**Q:** I have the band energies of anatase TiO₂ at five points of reciprocal space, and two more points with no energies. Can I say anything about those two before I see the calculation?

Kohn–Sham levels of anatase TiO₂ (6-atom primitive cell) at points of a 10×10×10 k mesh, computed with FLEUR MaX-R8.1 (later development tree) using all-electron FLAPW DFT with the PBE functional, without spin polarisation or spin–orbit coupling. The plane-wave cutoff kmax is 4.86 bohr⁻¹. Energies are counted from the highest filled level on the mesh.

```csv
point a (reciprocal cell vector),point b (reciprocal cell vector),point c (reciprocal cell vector),level under 4 (eV),level under 3 (eV),level under 2 (eV),level under 1 (eV),level over 1 (eV),level over 2 (eV)
0.0000,0.0000,0.0000,-0.749,-0.749,-0.463,-0.463,2.125,2.868
0.0000,0.0000,0.1000,-0.961,-0.941,-0.730,-0.337,2.553,2.932
0.0000,0.0000,0.2000,-1.570,-1.120,-0.593,-0.244,2.978,3.172
0.0000,0.0000,0.5000,-2.054,-2.054,-0.030,-0.030,3.366,3.366
0.0000,0.5000,0.0000,-1.957,-0.944,-0.828,-0.629,3.255,3.573
0.2000,0.2000,0.3000,?,?,?,?,?,?
0.5000,0.5000,0.5000,?,?,?,?,?,?
```

**A:** Yes, if you first find out where the points lie. "Level under 1" is the highest filled level at a point, "level under 2" the next one down, and so on; "level over 1" is the lowest empty level. The zero is the highest filled level on the whole mesh. The columns rank levels by energy, so one column can pass from one band to another as you move through the rows.

**Q:** Point a, point b and point c are fractions of the reciprocal cell vectors. How do I turn them into directions in the crystal?

**A:** For the usual body-centred cell vectors, the two components in the basal plane are b + c and a + c, in units of 2π over the short cell edge. The component along the tall axis is a + b, in units of 2π over the cell height. The fourth row is then the point called X, at the zone boundary in the basal plane, and the fifth is N. The last row becomes (1, 1, 1); taking away the reciprocal lattice vector (1, 1, 0) leaves (0, 0, 1), which is Z, at the boundary straight above the zone centre Γ. The row (0.2, 0.2, 0.3) becomes (0.5, 0.5, 0.4), which lies on the vertical line from X to a point called P.

The cell of the run confirms that choice: its three edges are equally long, and the angles between them are those of the usual body-centred vectors. The steep rise of the lowest empty level from the first row to the second fits too, because electrons in anatase are known to be light in the basal plane and heavy along the tall axis.

**Q:** What is special about Z and the line X–P?

**A:** The primitive cell holds two titanium atoms, which symmetry makes equivalent. Think of them as two interlocking sublattices. An electron that hops between them splits a level in two, a bonding and an antibonding combination. Each titanium has four such neighbours: two lie a quarter of the cell height up, on opposite sides, and two a quarter down, on the other two sides.

In a Bloch wave every hop carries a phase. At Z the upward hops carry +90° and the downward hops −90°, so they cancel. On the line X–P the two hops to opposite sides cancel in the same way, at any height. Where the hops cancel, the splitting vanishes and the two levels coincide.

**Q:** That is a picture for one kind of orbital. Why should it hold for the oxygen levels too?

**A:** Because symmetry demands it for any orbital. At these points there are two symmetry operations whose result depends on the order in which they are done. The two results differ by a lattice translation, and that translation reverses the sign of the wave. No single state can obey both operations, so each level needs a partner of the same energy. The X row shows this: its six levels form three exact pairs.

So the first forecast is that both withheld rows consist of three exact pairs.

**Q:** And the energies? Start with the empty levels at Z.

**A:** If the two lowest empty levels at Γ are the bonding and antibonding partners, they must meet at Z. With equal hops up and down they meet halfway, at (2.125 + 2.868)/2 = 2.50 eV. I give that ±0.25 eV.

The bar is wide because the same picture does poorly within the basal plane. At the second row it wants a splitting of 0.71 eV between the two empty levels, and the calculation has 0.38 eV. Over that step the second empty level rises by only 0.064 eV and the first by 0.428 eV, whereas partners in this picture should rise almost alike. The second level may therefore belong to another titanium d band, there and perhaps already at Γ. If the true partner at Γ lies higher than the second empty level, Z will lie higher too.

**Q:** The filled levels at Γ already come in pairs. Does the halfway rule work there?

**A:** No, those pairs have a different origin. I take them to be the two equivalent horizontal directions of oxygen p orbitals, though the run gives no orbital projections to show it. Such pairs stay together all the way up to Z. Two such pairs interact, but here the hops up and down differ in strength and do not cancel at Z. Their mean energy should stay near its value at Γ, while their distance from that mean changes by an unknown amount.

One more result of the run helps to find that amount. The smallest direct gap on the mesh, the energy from a filled to an empty level at the same point, is 2.454 eV. No filled level lies above zero, so this gap can occur only where the lowest empty level is at or below 2.454 eV. One step into the basal plane towards X, that level is already at 2.553 eV. I therefore guess that the smallest direct gap lies on the line from Γ to Z, where the empty level climbs slowly. It remains a guess, because the table has no point between Γ and N.

**Q:** Please work that through.

**A:** Let φ be the phase of an upward hop, which runs from 0° at Γ to 90° at Z. The two filled pairs lie at

E = m ± √(h² cos²φ + B² sin²φ),

where m is their mean, h is half their separation at Γ and B is half their separation at Z. The form follows from adding two different hops with phases +φ and −φ: h is the size of their sum and B the size of their difference, so B can exceed h only if the two hops have opposite sign. Only B is unknown.

1. From the Γ row, m = −(0.463 + 0.749)/2 = −0.606 eV and h = (0.749 − 0.463)/2 = 0.143 eV.
2. The lowest empty level follows 2.497 − 0.372 cos φ, in eV, where 0.372 is half the separation of the two empty levels at Γ.
3. The mesh has points at φ = 18°, 36°, 54°, 72° and 90°. I choose B so that the smallest direct gap among them is 2.454 eV. The point at 54° decides it.
4. There the empty level is at 2.278 eV, so the filled one is at 2.278 − 2.454 = −0.176 eV, which is 0.430 eV above the mean.
5. With cos²φ = 0.345 and sin²φ = 0.655, B = √[(0.430² − 0.143² × 0.345)/0.655] = 0.521 eV.

At Z the upper pair then lies at −0.606 + 0.521 = −0.085 eV, and the lower pair at −0.606 − 0.521 = −1.13 eV. I allow ±0.25 eV for the upper pair, with zero as a ceiling, and ±0.4 eV for the lower one.

**Q:** What about the point between X and P?

**A:** The hops between sublattices cancel along the whole line, so the simplest picture keeps the energies of X. For the empty pair I take that over unchanged: 3.37 ± 0.3 eV.

For the filled pairs there is a reason to shift. The upper pair at X lies only 0.03 eV below the top of all filled levels, so it has room to fall and almost none to rise. The lower pair at X is the deepest level in the known rows, so it is more likely to rise. I move each halfway towards the opposite extreme of its column, "level under 1" or "level under 3", in the known rows. That gives −0.33 ± 0.33 eV and −1.40 ± 0.65 eV.

**Q:** Then let us see the computed rows.

The withheld rows as computed:

```csv
point a (reciprocal cell vector),point b (reciprocal cell vector),point c (reciprocal cell vector),level under 4 (eV),level under 3 (eV),level under 2 (eV),level under 1 (eV),level over 1 (eV),level over 2 (eV)
0.2000,0.2000,0.3000,-1.624,-1.624,-0.209,-0.209,3.536,3.536
0.5000,0.5000,0.5000,-1.254,-1.254,-0.110,-0.110,2.485,2.485
```

**A:** All six pairs are there, exact to the digits printed. The row (0.2, 0.2, 0.3) is the more telling one. Nothing in its coordinates hints at pairs, and at an ordinary point three coincidences at once would be very unlikely. The pairs therefore also support the choice of cell vectors that put this point on the line X–P.

**Q:** At Z the empty pair is at 2.485 eV, and you said 2.50. Is the model that good?

**A:** The halfway rule is right here to about 0.01 eV, which is far better than I had reason to expect. It supports the idea that the two empty levels at Γ are partners. One energy does not settle their identity, though, and the misfit in the basal plane remains.

The filled pairs show more clearly where the picture gives way. Measured from the unrounded forecasts, the upper one is 0.03 eV lower and the lower one 0.13 eV lower. Their mean at Z is −(0.110 + 1.254)/2 = −0.68 eV, so it did not stay at −0.61 eV as assumed. If these are the pairs seen at Γ, the model gets their spreading roughly right and misses a small common sinking. The pairing itself cannot confirm that, because at Z every level is paired.

**Q:** And between X and P?

**A:** Here the forecasts are cruder, and the misses are larger. The empty pair is at 3.536 eV, 0.17 eV above the forecast, so the band is not flat along this line. The upper filled pair fell from X and the lower one rose, as argued, but both moved less than I had allowed. Their misses are 0.12 and 0.22 eV.

All these values lie within their ranges, but you should not give each range the same credit. The one for the upper filled pair covers every value of "level under 1" in the known rows, and the one for the lower filled pair spans nearly the whole of its column, so hits there show little skill. The changes along the line must come from something beyond the cancelled hops. Mixing between different kinds of orbital is the natural candidate, though these energies do not show which ones take part.

**Q:** What does someone who cares about light absorption learn from this?

**A:** Compare Γ with Z. The lowest empty level rises by 2.485 − 2.125 = 0.36 eV, and the highest filled level rises by 0.463 − 0.110 = 0.35 eV. The direct gap is therefore almost the same at both ends, close to 2.6 eV, although both band edges have moved. Absorption without help from lattice vibrations needs at least this vertical distance, and a transition that symmetry allows, which these energies do not show. The distance exceeds the 2.125 eV between the highest filled and lowest empty levels of the mesh, which belong to different points.

The smallest direct gap, 2.454 eV, is at neither end. That agrees with my guess that it lies in between, but it does not fix the place. A mesh can also miss the exact band edges, so a finer one could find slightly smaller gaps. For a real absorption edge these energies are too low in any case, because PBE is known to make the gap of TiO₂ too small.

**Q:** If I get another point of this crystal, where do I begin?

**A:** Convert its coordinates and ask whether the hops between the two sublattices cancel. If both basal components are one half, the levels pair up at any height, and that forecast is exact. The hops also cancel on the horizontal line from Z to X, where the two basal components are equal and the third is one, so pairs are expected there too. The energy of each pair is a second and harder question. For that you need known levels nearby and a reason for how they change on the way. The room they have to move gives only a wide range.
